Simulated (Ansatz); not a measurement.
Abstraction of F: CH7FSi2 + C2HF4O → CH7Si2 + C2HF5O

Species: CH7FSi2 `F[SiH2]C[SiH3]`, singlet; C2HF4O `F[C](F)OC(F)F`, doublet; CH7Si2 `[SiH2]C[SiH3]`, doublet; C2HF5O `FC(F)OC(F)(F)F`, singlet. A radical takes F: the energy is the difference in strength between the Si–F bond broken and the C–F bond made.

Shapes, held fixed at every level: PBE0-D4/def2-TZVP. Flexible molecules stand in one conformer, not always the lowest. Programs: Ansatz 0.2.0. Electronic energies: no zero-point or thermal term.

```
               level                   kind  ΔE (kJ/mol)  less CCSD(T)/CBS estimate
       HF/def2-TZVPP           Hartree–Fock       +126.7                      +14.6
 B3LYP-D4/def2-TZVPP          global hybrid       +115.9                       +3.8
  PBE0-D4/def2-TZVPP          global hybrid        +98.4                      -13.7
   B2PLYP/def2-TZVPP          double hybrid       +117.2                       +5.1
      MP2/def2-TZVPP    perturbation theory       +106.9                       -5.2
  CCSD(T)/def2-TZVPP  coupled cluster or CI       +103.6                       -8.5
     CCSD/def2-TZVPP  coupled cluster or CI       +106.6                       -5.5
CCSD(T)/CBS estimate  coupled cluster or CI       +112.1                        0.0
```

The highest level, CCSD(T)/CBS estimate, gives ΔE = +112.1 kJ/mol; the levels span +98.4 to +126.7. The column of differences is taken from that level and isn't an error. No measured value is set beside it here. Open shells run unrestricted unless RO is named. The CBS estimate extrapolates MP2 from def2-TZVPP and def2-QZVPP and adds CCSD(T) − MP2 in the triple-zeta set, cores frozen.

Fluorine transfer from silicon to this carbon radical is strongly uphill at every level, so the Si–F bond broken is much stronger than the C–F bond made. The large electronegativity difference gives Si–F a strongly ionic character, and donation from the fluorine lone pairs into σ* orbitals at silicon probably adds to its strength. The new C–F bond is itself favoured by the geminal fluorines and the adjacent oxygen through anomeric donation, but this doesn't make up the deficit.

The sign is secure, but the ranking of the cheaper methods is less so. B3LYP-D4 lies close to the CBS estimate, yet in the triple-zeta basis PBE0-D4 is nearer to CCSD(T). Extending the basis raises the coupled-cluster energy by more than the perturbative triples lower it, which suggests that describing the change in bonding around fluorine needs a large basis more than higher excitations. The reverse transfer, from carbon to the silyl radical, is thus energetically downhill, though its rate depends on a barrier not computed here.
